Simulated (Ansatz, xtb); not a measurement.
# C4H7B2N: which of two isomers lies lower

Structure a: `BC1=CB(N)C=C1`, a singlet. Structure b: `BC1=C(N)C=CB1`, a singlet. Both are isolated molecules in the gas phase, relaxed with r2SCAN-D4/def2-SVP; the shapes shown needn't be the lowest conformers.

a (Å):

```xyz
14

C    -1.1806    1.0435    1.0230
C    -0.3638    0.9612   -0.0745
C    -0.7854   -1.3188    0.8770
C    -1.4154   -0.3446    1.5733
B    -1.7481    2.3646    1.5761
B    -0.0203   -0.5845   -0.2866
N     0.7812   -1.1267   -1.2881
H    -1.4681    3.4040    1.0230
H    -2.4670    2.3880    2.5506
H    -0.0623    1.8546   -0.6325
H     0.9656   -2.1201   -1.3745
H     1.2359   -0.5667   -2.0004
H    -0.8516   -2.3779    1.1426
H    -2.0467   -0.4957    2.4579
```

b (Å):

| atom | x (Å) | y (Å) | z (Å) |
| --- | --- | --- | --- |
| C | -0.7308 | 0.2660 | -1.3959 |
| C | -1.8592 | 0.1027 | -0.5533 |
| C | -1.5052 | -0.2317 | 0.8593 |
| C | -0.1640 | -0.2977 | 0.9891 |
| B | -0.8307 | 0.6044 | -2.8572 |
| B | 0.4624 | 0.0198 | -0.4644 |
| N | -3.1350 | 0.2184 | -0.9060 |
| H | -1.9201 | 0.7580 | -3.3989 |
| H | 0.1479 | 0.7390 | -3.5576 |
| H | -3.3517 | 0.4470 | -1.8739 |
| H | -3.8910 | 0.0871 | -0.2456 |
| H | -2.2652 | -0.3897 | 1.6348 |
| H | 0.3204 | -0.5301 | 1.9426 |
| H | 1.6404 | 0.0487 | -0.7269 |

Quicker runs give these differences E(b) − E(a): GFN2-xTB +10.0 kcal/mol; HF/STO-3G +30.2 kcal/mol (at GFN2-xTB geometries); r2SCAN-D4/def2-SVP//GFN2-xTB +19.4 kcal/mol.

Task: Estimate E(b) − E(a) at the level CCSD(T)/def2-SVP + ΔMP2/def2-TZVPP.

Result: Calculated at CCSD(T)/def2-SVP + ΔMP2/def2-TZVPP: E(b) − E(a) = +24.5 kcal/mol, so structure a lies lower.

The same difference at several levels:

```csv
level,geometry,E(b) − E(a) (kcal/mol),departure from the last row (kcal/mol),"job, with rough time for the two"
GFN2-xTB,GFN2-xTB,+10.0,−14.5,"optimisation, 0.74 s"
HF/STO-3G,GFN2-xTB,+30.2,+5.8,"single point, 1.4 s"
r2SCAN-D4/def2-SVP//GFN2-xTB,GFN2-xTB,+19.4,−5.1,"single point, 9.9 s"
r2SCAN-D4/def2-SVP,r2SCAN-D4/def2-SVP,+19.1,−5.4,"optimisation, 2.3 min"
HF/def2-SVP,r2SCAN-D4/def2-SVP,+21.7,−2.8,part of the CCSD(T) run
MP2/def2-SVP,r2SCAN-D4/def2-SVP,+23.7,−0.7,part of the CCSD(T) run
CCSD(T)/def2-SVP,r2SCAN-D4/def2-SVP,+24.4,−0.1,single point
CCSD(T)/def2-SVP + ΔMP2/def2-TZVPP,r2SCAN-D4/def2-SVP,+24.5,,"single point, 3.3 min"
```

As drawn, b has 1 C–N, 1 B–H in place of 1 B–N, 1 C–H.

None of the levels shown reverses the order. The largest departure from CCSD(T)/def2-SVP + ΔMP2/def2-TZVPP is that of GFN2-xTB, 14.5 kcal/mol. The last row adds to CCSD(T) the change of the MP2 difference between the two basis sets, here +0.1 kcal/mol.

With thermal terms from frequencies at re-optimised GFN2-xTB minima (ideal gas, soft modes damped towards free rotors, one conformer each, 298.15 K, 1 atm): on the last row, ΔE + ΔZPE = +23.0, ΔH = +23.0, ΔG = +23.2 kcal/mol.

The correlated steps freeze 7 core orbitals. Codes used: Ansatz 0.2.0, xtb 6.7.1; the last row on 2 threads of AMD EPYC (Zen 3) on a shared host.

The aminoborole a is clearly favoured, and the preference is mainly electronic, since thermal terms barely change it. Already present at Hartree–Fock level, it grows only modestly with correlation. The main cause is probably where the nitrogen sits. In a it is bound directly to the ring boron, forming a strong, polar B–N σ bond and donating its lone pair into the empty boron p orbital. That donation also eases the antiaromatic character of the four-π-electron borole ring.

Isomer b is not without compensation: its amino group is conjugated through a C=C bond with both boron centres, and the short C–N bond and lengthened C=C bond in its geometry show this push–pull delocalisation at work. It evidently doesn't make up for the lost B–N bond. The smaller gap from r2SCAN may reflect some overstabilisation of this extended delocalisation. The energy difference combines σ-bond exchange, π donation and the shift of the boryl group, so it is not a measure of borole antiaromaticity, nor does it indicate how readily either isomer would dimerise.
